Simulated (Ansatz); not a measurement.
ZrB2: the change of pressure and energy above lowest point with volume scale

Free energy against uniform scaling of the volume at fixed shape and fractions; periodic cell, basis, potentials, k mesh and filling as listed. The results are calculated, by Ansatz 0.2.0.

The cell before it is scaled or strained (space group P6/mmm, No. 191):
```
CELL_PARAMETERS angstrom
3.17000 0.00000 0.00000
-1.58500 2.74530 0.00000
0.00000 0.00000 3.53300
ATOMIC_POSITIONS crystal
Zr 0.00000 0.00000 0.00000
B 0.33333 0.66667 0.50000
B 0.66667 0.33333 0.50000
```

Settings of every row: functional r2SCAN; dispersion D3(BJ); potentials PAW; wave cutoff 600 eV; density cutoff 2400 eV; k mesh 10x10x8; k shift 0x0x0; occupations fermi dirac; smearing width 0.15 eV; spin none.

Limits: coarse k mesh, up to 40 meV an atom off; dispersion damping borrowed.

| row | volume scale | V (Å³/atom) | pressure (GPa) | energy above lowest point (meV/atom) |
| --- | --- | --- | --- | --- |
| 1 | 0.94 | 9.634 | 14.72 | 22.6 |
| 2 | 0.96 | 9.839 | 8.55 | 7.8 |
| 3 | 0.98 | 10.044 | 2.96 | 0.5 |
| 4 | 1 | 10.249 | -2.1 | 0 |
| 5 | 1.02 | 10.454 | -6.69 | 5.7 |
| 6 | 1.04 | 10.659 | ? | ? |
| 7 | 1.06 | 10.864 | -14.62 | 33.3 |

Question: what pressure and energy above lowest point should row 6 give?

Worked fit of pressure. Take u = (V_r/V)^(2/3) − 1 with V_r = 10.146 Å³ an atom, which is twice the finite (Eulerian) strain; such expansions in the strain, on which the Birch-Murnaghan equation of state is built, carry the rest volume and the bulk modulus. The shown rows have u = 0.03512, 0.02069, 0.00676, -0.00671, -0.01974, -0.04456. Least squares give pressure = 0.38 + 375.81 × u + 905.3 × u² + 583 × u³ GPa; a parabola predicts inner rows, each left out in turn, worse (root mean square 0.012 against 0.0028 GPa). All shown rows lie on it to the printed digit. The pressure vanishes at u = -0.0010, or V = 10.16 Å³ an atom, and there the bulk modulus at fixed shape and fractions is B = −V dP/dV = (2/3)(1 + u) dP/du = 249 GPa. Letting shape and atoms relax would as a rule lower it, by much in layered, chain or molecular crystals. The withheld row has u = -0.03235, so the fit gives 0.38 + 375.81 × (-0.03235) + 905.3 × (-0.03235)² + 583 × (-0.03235)³ = -10.85 GPa.

The calculation gave -10.85 GPa. The fit meets it to the printed digit.

Worked fit of energy above lowest point. Take u = (V_r/V)^(2/3) − 1 with V_r = 10.146 Å³ an atom, which is twice the finite (Eulerian) strain; such expansions in the strain, on which the Birch-Murnaghan equation of state is built, carry the rest volume and the bulk modulus. The shown rows have u = 0.03512, 0.02069, 0.00676, -0.00671, -0.01974, -0.04456. Least squares give energy above lowest point = −0.56 + 34.2 × u + 17815 × u² meV/atom; a straight line predicts inner rows, each left out in turn, worse (root mean square 11 against 0.024 meV/atom). All shown rows lie on it to the printed digit. Its lowest point lies at u = -0.0010, or V = 10.16 Å³ an atom, and the curvature there gives the bulk modulus at fixed shape and fractions, B = (4/9)(1 + u)² E″(u)/V = 249 GPa. Letting shape and atoms relax would as a rule lower it, by much in layered, chain or molecular crystals. The withheld row has u = -0.03235, so the fit gives −0.56 + 34.2 × (-0.03235) + 17815 × (-0.03235)² = 17.0 meV/atom.

The calculation gave 16.9 meV/atom. The fit lies 0.1 meV/atom (0.3 % of the column's range) above it, one unit of the last digit.
